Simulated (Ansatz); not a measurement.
## SiH4S (sulfanylsilane): the energy, rung by rung

SiH4S: 6 atoms, total charge 0, spin state singlet. As SMILES, `[SiH3]S`. The shape is that of a PBE0-D4/def2-TZVP optimisation.

```xyz
6

Si   -0.1698   -0.2634   -0.4360
S     0.9073   -0.0126    1.3928
H    -1.6298   -0.0743   -0.2416
H     0.1086   -1.6583   -0.8525
H     0.2998    0.6812   -1.4811
H     0.5261    1.2633    1.5723
```

Each level gives the energy change with the S2–H6 bond stretched from 1.344 to 3.359 Å (eV). The values are calculated.

| level | kind | program | value (eV) | less FCI/STO-3G | CPU time (all runs) |
| --- | --- | --- | --- | --- | --- |
| HF/STO-3G (restricted) | Hartree–Fock | Ansatz | 9.75 | +5.58 | 0.21 s |
| SVWN5/STO-3G (restricted) | LDA | Ansatz | 6.65 | +2.48 | 1.5 s |
| revPBE/STO-3G (restricted) | GGA | Ansatz | 6.19 | +2.02 | 2.4 s |
| r2SCAN/STO-3G (restricted) | meta-GGA | Ansatz | 6.75 | +2.58 | 5.2 s |
| HSE06/STO-3G (restricted) | range-separated hybrid | Ansatz | 7.26 | +3.09 | 2.7 s |
| B2PLYP/STO-3G (restricted) | double hybrid | Ansatz | 6.04 | +1.87 | 3 s |
| CCSD/STO-3G (restricted) | coupled cluster or CI | Ansatz | 4.20 | +0.03 | 0.35 s |
| CCSDT/STO-3G (restricted) | coupled cluster or CI | Ansatz | 4.17 | 0.00 | 0.54 s |
| FCI/STO-3G | exact in the basis | Ansatz | 4.17 | 0.00 | 5.2 s |

FCI/STO-3G is exact within its basis and frozen core, so for wave-function methods in that basis the difference is their error; functionals converge differently with the basis, so for them it is only a difference. Spin-restricted single references rise too steeply as a bond breaks, Hartree–Fock most of all. Perturbation and coupled-cluster corrections on them can overshoot downwards. The first shape isn't each level's own minimum. The values span 4.17 to 9.75 eV. All rows use very small basis sets, so even the best lies far from the true value. Times are those of the runs behind each value, whatever else they computed, on shared processors of several kinds: orders of magnitude only.

Stretching the S–H bond brings its σ and σ* orbitals close in energy, so the singlet needs both the σ² and σ*² configurations to describe two separated electrons. A single closed-shell determinant instead retains ionic terms with both electrons on one fragment, which accounts for most of the Hartree–Fock excess of 5.58 eV. CCSD removes nearly all of it because the double excitation of the bonding pair supplies the missing configuration. The remaining 0.03 eV probably reflects coupling of that pair to the other valence electrons, which triples recover to the printed precision.

Among the functionals without perturbative correlation, the semilocal ones lie below HSE06, consistent with semilocal exchange mimicking part of the left–right correlation that exact exchange lacks. B2PLYP falls lowest despite its large share of exact exchange, probably because its perturbative term grows as the orbital gap closes. The success of CCSD here reflects the breaking of one electron pair and doesn't carry over to multiple bonds.
